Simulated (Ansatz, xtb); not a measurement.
# C5H7F2+: which of two isomers lies lower

We compare I, `C=C(F)[C+](C)CF`, a singlet, with II, `C/C=C/[C+](F)CF`, a singlet. Both are isolated ions in the gas phase, relaxed with PBE0-D3(BJ)/def2-SVP; each stands in its lowest conformer found.

I (Å):

```yaml
atoms:
  - { symbol: C, position_ang: [-2.5883, 0.3012, 0.8545] }
  - { symbol: C, position_ang: [-1.3028, 0.5727, 1.2107] }
  - { symbol: C, position_ang: [-0.1364, 0.0679, 0.5786] }
  - { symbol: C, position_ang: [1.1632, 0.4797, 1.1128] }
  - { symbol: C, position_ang: [-0.1141, -0.8429, -0.5791] }
  - { symbol: F, position_ang: [-1.0747, 1.3761, 2.2342] }
  - { symbol: F, position_ang: [-1.3053, -1.2249, -1.0743] }
  - { symbol: H, position_ang: [-2.8142, -0.3568, 0.0160] }
  - { symbol: H, position_ang: [-3.4037, 0.7565, 1.4264] }
  - { symbol: H, position_ang: [1.2124, 0.2183, 2.1875] }
  - { symbol: H, position_ang: [1.2213, 1.5853, 1.1122] }
  - { symbol: H, position_ang: [2.0183, 0.0518, 0.5760] }
  - { symbol: H, position_ang: [0.4879, -0.3435, -1.3687] }
  - { symbol: H, position_ang: [0.4791, -1.7325, -0.2762] }
```

II (Å):

```yaml
atoms:
  - { symbol: C, position_ang: [1.6558, 0.8264, -1.1957] }
  - { symbol: C, position_ang: [0.4860, 1.0016, -0.3491] }
  - { symbol: C, position_ang: [-0.1239, -0.0021, 0.3767] }
  - { symbol: C, position_ang: [-1.2401, 0.2562, 1.1607] }
  - { symbol: C, position_ang: [-1.9564, -0.7548, 1.9690] }
  - { symbol: F, position_ang: [-1.7390, 1.4403, 1.2338] }
  - { symbol: F, position_ang: [-1.3826, -1.9636, 1.8452] }
  - { symbol: H, position_ang: [2.4448, 1.5305, -0.8644] }
  - { symbol: H, position_ang: [1.4141, 1.1809, -2.2173] }
  - { symbol: H, position_ang: [2.0434, -0.1985, -1.2259] }
  - { symbol: H, position_ang: [0.0591, 2.0122, -0.2861] }
  - { symbol: H, position_ang: [0.2415, -1.0319, 0.3654] }
  - { symbol: H, position_ang: [-3.0156, -0.7718, 1.6385] }
  - { symbol: H, position_ang: [-1.9589, -0.4121, 3.0245] }
```

Estimate E(II) − E(I) at the level CCSD(T)/def2-SVP + ΔMP2/def2-TZVPP.

Calculated at CCSD(T)/def2-SVP + ΔMP2/def2-TZVPP: E(II) − E(I) = −10.6 kcal/mol, so structure II lies lower.

Level by level:

| level | geometry | E(II) − E(I) (kcal/mol) | departure from the last row (kcal/mol) | job, with rough time for the two |
| --- | --- | --- | --- | --- |
| GFN2-xTB | GFN2-xTB | −8.8 | +1.7 | optimisation, 0.26 s |
| HF/STO-3G | GFN2-xTB | −20.0 | −9.4 | single point, 0.32 s |
| r2SCAN-D4/def2-SVP | GFN2-xTB | −11.5 | −1.0 | single point, 3.3 s |
| PBE0-D3(BJ)/def2-SVP | PBE0-D3(BJ)/def2-SVP | −11.8 | −1.2 | optimisation, 30 s |
| HF/def2-SVP | PBE0-D3(BJ)/def2-SVP | −14.5 | −3.9 | part of the CCSD(T) run |
| MP2/def2-SVP | PBE0-D3(BJ)/def2-SVP | −13.2 | −2.6 | part of the CCSD(T) run |
| CCSD(T)/def2-SVP | PBE0-D3(BJ)/def2-SVP | −11.7 | −1.1 | single point |
| CCSD(T)/def2-SVP + ΔMP2/def2-TZVPP | PBE0-D3(BJ)/def2-SVP | −10.6 |  | single point, 57 s |

As drawn, both hold the same kinds of bond in the same numbers.

None of the levels shown reverses the order. The largest departure from CCSD(T)/def2-SVP + ΔMP2/def2-TZVPP is that of HF/STO-3G, 9.4 kcal/mol. The last row adds to CCSD(T) the change of the MP2 difference between the two basis sets, here +1.1 kcal/mol.

With thermal terms from frequencies at re-optimised GFN2-xTB minima (ideal gas, soft modes damped towards free rotors, one conformer each, 298.15 K, 1 atm): on the last row, ΔE + ΔZPE = −10.1, ΔH = −10.0, ΔG = −10.6 kcal/mol.

The correlated steps freeze 7 core orbitals. Codes used: Ansatz 0.2.0, xtb 6.7.1; the last row on 4 threads of Arm Neoverse V1 on a shared host.

Isomer II is the more stable ion at every level, and the thermal terms leave its lead essentially intact, at −10.6 kcal/mol in free energy. Both ions are substituted allyl cations with a methyl and a fluoromethyl group on terminal carbons, so the preference probably comes mainly from the position of the remaining fluorine. The empty π orbital of an allyl cation is concentrated on the two ends and has a node at the centre. In II, fluorine sits on an end carbon and can donate a lone pair into that orbital, partly offsetting its σ withdrawal. In I, it sits at the node, where it withdraws charge but can do little to stabilise the cation by π donation. The relaxed structures fit this picture: the C–F bond on the allyl framework is shorter in II, while the fluoromethyl C–F bonds are nearly equal. The energy order does not show how readily I would rearrange to II, since that depends on the barriers to migration.
